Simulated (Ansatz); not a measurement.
From the elastic tensor of Ni₂H at 2 GPa (stress–strain coefficients) to moduli and sound speeds

Computed with Ansatz 0.2.0, DFT LDA, scalar-relativistic, plane waves, PAW. Cutoff 420 eV, 18×18×10 k-points (Γ-centred), Fermi-Dirac smearing of 0.15 eV. No spin polarisation.

The structure is trigonal, space group P-3m1 (No. 164). Conventional cell: a = 2.484 Å, b = 2.484 Å, c = 4.107 Å, α = 90.00°, β = 90.00°, γ = 120.00°. Ni (site symmetry 3m) has 3 H at 1.79 Å as nearest neighbours. H (site symmetry -3m) is surrounded by 6 Ni at 1.79 Å.

In a metal, frequencies and elastic constants depend on the k mesh and the smearing, soft modes and shear constants most. Spin polarisation was left out, and a magnetic state may lie lower.

Relaxed-ion constants (GPa, on the Cartesian axes of the calculation):
C11 = 389.1, C12 = 187.4, C13 = 177.8, C14 = -20.5, C22 = 389.1, C23 = 177.8, C24 = 20.5, C33 = 409.0, C44 = 83.5, C55 = 83.5, C56 = -20.5, C66 = 100.9 GPa; the others vanish.

Density 8.957 g/cm³; 3 atoms in 21.95 Å³.

The values that follow are for a polycrystal of randomly turned grains, by Hill's mean where one number stands.

With S = C⁻¹: B_V = (C11+C22+C33+2(C12+C13+C23))/9, G_V = (C11+C22+C33−C12−C13−C23+3(C44+C55+C66))/15, 1/B_R = S11+S22+S33+2(S12+S13+S23), 15/G_R = 4(S11+S22+S33−S12−S13−S23)+3(S44+S55+S66); Hill is their mean. Then v_l = √((B+4G/3)/ρ), v_t = √(G/ρ), v_m = [(2/v_t³+1/v_l³)/3]^(−1/3) and Θ = (ħ/k_B)·v_m·(6π²n/V)^(1/3) for n atoms in the volume V; E = 9BG/(3B+G), ν = (3B−2G)/(2(3B+G)) and A^U = 5G_V/G_R + B_V/B_R − 6.

```json
{
  "Bulk modulus, Voigt / Reuss / Hill": "252.6 / 252.5 / 252.5 GPa",
  "Shear modulus, Voigt / Reuss / Hill": "96.5 / 91.1 / 93.8 GPa",
  "Young's modulus": "250 GPa",
  "Poisson ratio": "0.335",
  "Pugh ratio B/G": "2.69",
  "Universal anisotropy index": "0.30",
  "Longitudinal and transverse sound speeds": "6493 and 3237 m/s",
  "Debye temperature from the mean sound speed": "557 K"
}
```

Cost: 1 run of about 4.4 core-minutes, on Intel Xeon 6975P-C (Granite Rapids) (shared hosts).

Ni₂H resists compression much more strongly than shear, as expected for a close-packed metal whose delocalised d bonding penalises volume change more than changes in bond angle. C11 and C33 are similar, so the layered arrangement of hydrogen does not produce a weak stacking direction. The shear anisotropy comes largely from C14, which couples basal shear to in-plane distortion and makes the softest shear combination more compliant than C44 alone suggests. This coupling is forbidden in a simple hcp metal, but allowed here because hydrogen fills alternate octahedral layers and lowers the symmetry to trigonal.

The tensor meets the elastic stability conditions at 2 GPa, which covers homogeneous strains only. The bulk modulus of 252.5 GPa is well above that of ordinary nickel, but LDA overbinding probably contributes, so the excess cannot be credited to Ni–H bonding. The Debye temperature of 557 K characterises the acoustic branches and says little about the hydrogen optical modes, which the light mass should place much higher.
